**Same number of correlated electrons, opposite orders: what decides the correlation energy?**

I am comparing five enols, H₂C=C(OH)–group, in which only the group changes. I expected correlation energies to follow the number of correlated electrons. But the boronic acid \*B(O)O and the acylsilane \*[SiH2]C=O both have 34, and the first has the larger MP2 correlation while the second has the larger (T). The tin compound has the most electrons and still doesn't lead, and \*B has a high share of (T) without any carbonyl group. Is there one explanation?

Ansatz 0.2.0, gas phase: frozen-core MP2, CCSD and CCSD(T) and PBE orbital gaps, all in def2-TZVPP at PBE0-D4/def2-TZVP geometries, for enols *C(=C)O (SMILES) with varied group *. The marked atom is the C that carries the group; electronegativities are Pauling's. Correlated electrons are those outside the default frozen cores and, for Sn, the def2 core potential.

```csv
group *,formula,binding atom,its electronegativity,point group,bond from the marked atom to the group (Å),sum of bond angles at the marked atom (°),"torsion about that bond, heaviest neighbours (°)",correlated electrons,MP2 correlation (eV),same-spin share of MP2,CCSD less MP2 (eV),(T) (eV),(T) over CCSD correlation (%),PBE gap (eV)
*[SiH2]O,C2H6O2Si,Si,1.9000,C1,1.876,360,57,30,-25.13,0.238,-0.92,-1.037,3.98,4.71
*[SiH2]C=O,C3H6O2Si,Si,1.9000,C1,1.875,360,61,34,-28.89,0.239,-1.05,-1.306,4.36,2.74
*[SnH2][AlH2],C2H7AlOSn,Sn,1.9600,C1,2.240,355,111,38,-26.89,0.263,-0.89,-1.108,3.99,3.43
*B,C2H5BO,B,2.0400,Cs,1.534,360,0,22,-17.99,0.231,-0.85,-0.793,4.21,2.93
*B(O)O,C2H5BO3,B,2.0400,Cs,1.571,360,0,34,-30.73,0.252,-0.62,-1.261,4.02,4.40
```

**Answer**

The electron count sets the scale, but it matters where the electrons sit and which empty levels lie near them. MP2 estimates the energy gained when electrons avoid one another two at a time. CCSD lets these pair motions influence each other, and (T) adds the correlated motion of three electrons at once. All these energies are negative, so "larger" below refers to their size.

Two comparisons in the table differ by whole atoms. Going from \*B to \*B(O)O adds exactly two oxygen atoms, with 12 correlated electrons; going from \*[SiH2]O to \*[SiH2]C=O adds exactly one carbon atom, with 4. The simplest model lets the new electrons behave like the average electron of the parent molecule. It has no adjustable constant, and its failures hint at what is special about each step.

For the two oxygens the model predicts 9.8 eV more MP2 correlation, but the calculation gives 12.7 eV. Oxygen holds four valence pairs close around one nucleus, so each pair has near neighbours to avoid. The split by spin supports this. Two electrons in one orbital have opposite spins, so same-spin correlation arises only between different orbitals, and it makes up 28% of the oxygen step against 23% in \*B.

Crowding also affects the error of MP2. Helium and neon are a simpler case: in helium's single pair MP2 recovers too little correlation, whereas in neon it exaggerates the correlation between pairs, which nearly makes up for that. The oxygen step shifts the balance the same way: MP2 grows by 0.23 eV more than CCSD, although it falls short of CCSD in every whole molecule. This doesn't prove that MP2 overshoots at oxygen itself. The step also replaces two B–H bonds, for which MP2 recovers too little correlation, and losing that shortfall may account for much or even all of the excess. If you compare molecules of different composition, don't count on the MP2 error to cancel.

The carbon step forms a carbonyl group. In MP2 it exceeds the model only modestly, with 3.8 eV against 3.4 eV, but in (T) it stands out. It adds 3.89 eV of CCSD correlation, and (T) is 3.98% of CCSD correlation in the parent. The model therefore predicts 3.89 × 0.0398 = 0.155 eV of additional (T). The table gives 1.306 − 1.037 = 0.269 eV, about 1.7 times as much.

The likely reason is the C=O double bond, though these data don't prove it. Its π electrons, the oxygen lone pairs and the empty π\* level share the same small region, so three electrons can be excited together with strong coupling and at moderate cost. The PBE gap fits this picture: it falls from 4.71 to 2.74 eV, mainly because the lowest empty level drops. This is a gap between orbitals, not an excitation energy.

That gives a likely answer for your pair with 34 electrons. The boronic acid has one more oxygen and so more pair correlation; the acylsilane has the carbonyl group, which probably gives it the larger share of (T), 4.36% against 4.02%. Its lead in (T) itself is only 0.045 eV, so a larger basis might change that order.

\*B reaches a high share, 4.21%, without a carbonyl group, probably for two reasons. It is the smallest of the five molecules, so the C=C bond they all contain makes up more of it. Its boron also has a formally empty 2p orbital next to that bond, which provides a low empty level. The gap alone doesn't set the share, though: in Hartree–Fock, whose orbitals (T) uses, the gap of \*B is smaller than that of the acylsilane, 10.96 against 12.39 eV, yet its share is lower. In \*B(O)O the oxygen lone pairs can donate into boron's 2p orbital, which probably helps to raise the lowest empty level. It lies 1.8 eV higher than in \*B in PBE, and the share of (T) is lower. The added oxygen electrons also dilute it, and this comparison can't separate the two effects. Treat \*B with some caution, because its closed-shell Hartree–Fock reference is unstable towards a solution with unpaired spins.

The tin compound doesn't belong in the same comparison. Ten of its 38 correlated electrons are tin 4d electrons, treated in a basis without functions designed for them, which probably helps to explain why it has the least MP2 correlation per electron. The filled d shell is also crowded, which would explain the highest same-spin share, 0.263. Nor is the molecule a simple tin-substituted enol: its aluminium atom sits over the C=C bond, 2.24 and 2.51 Å from the two carbons, which suggests that it accepts π density from the bond.

The output below lists both atom-by-atom comparisons and the model's predictions for them.

Printed output of the fit:

```
Correlation by row:
            row  MP2 per correlated electron in eV  CCSD less MP2 in % of MP2  MP2 in % of CCSD(T) correlation
       *[SiH2]O                            -0.8377                      3.661                            92.78
     *[SiH2]C=O                            -0.8497                      3.634                            92.46
  *[SnH2][AlH2]                            -0.7076                       3.31                            93.08
             *B                            -0.8177                      4.725                            91.63
         *B(O)O                            -0.9038                      2.018                            94.23
Two O added to *B, change of MP2 in eV: -12.74
Two O added, MP2 change expected from the mean per electron of *B in eV: -9.813
Two O added, change of CCSD correlation in eV: -12.51
Two O added, CCSD change less MP2 change in eV: 0.23
Two O added, change of triples in eV: -0.468
Two O added, triples change expected from the share in *B in eV: -0.5266
Two O added, triples change in % of CCSD change: 3.741
Two O added, same-spin part of MP2 change in %: 28.24
One C added to *[SiH2]O, change of MP2 in eV: -3.76
One C added, MP2 change expected from the mean per electron of the parent in eV: -3.351
One C added, change of CCSD correlation in eV: -3.89
One C added, CCSD change less MP2 change in eV: -0.13
One C added, change of triples in eV: -0.269
One C added, triples change expected from the share in the parent in eV: -0.1549
One C added, triples change in % of CCSD change: 6.915
One C added, same-spin part of MP2 change in %: 24.06
Boronic acid less acylsilane, both 34 electrons, MP2 in eV: -1.84
Boronic acid less acylsilane, CCSD less MP2 in eV: 0.43
Boronic acid less acylsilane, triples in eV: 0.045
Two O added, shift of PBE LUMO in eV: 1.812
One C added, shift of PBE LUMO in eV: -1.569
Hartree-Fock gap of *B in eV: 10.96
Hartree-Fock gap of *[SiH2]C=O in eV: 12.39
Distance Al to the CH2 carbon in the tin row in Å: 2.243
Distance Al to the marked carbon in the tin row in Å: 2.511
```
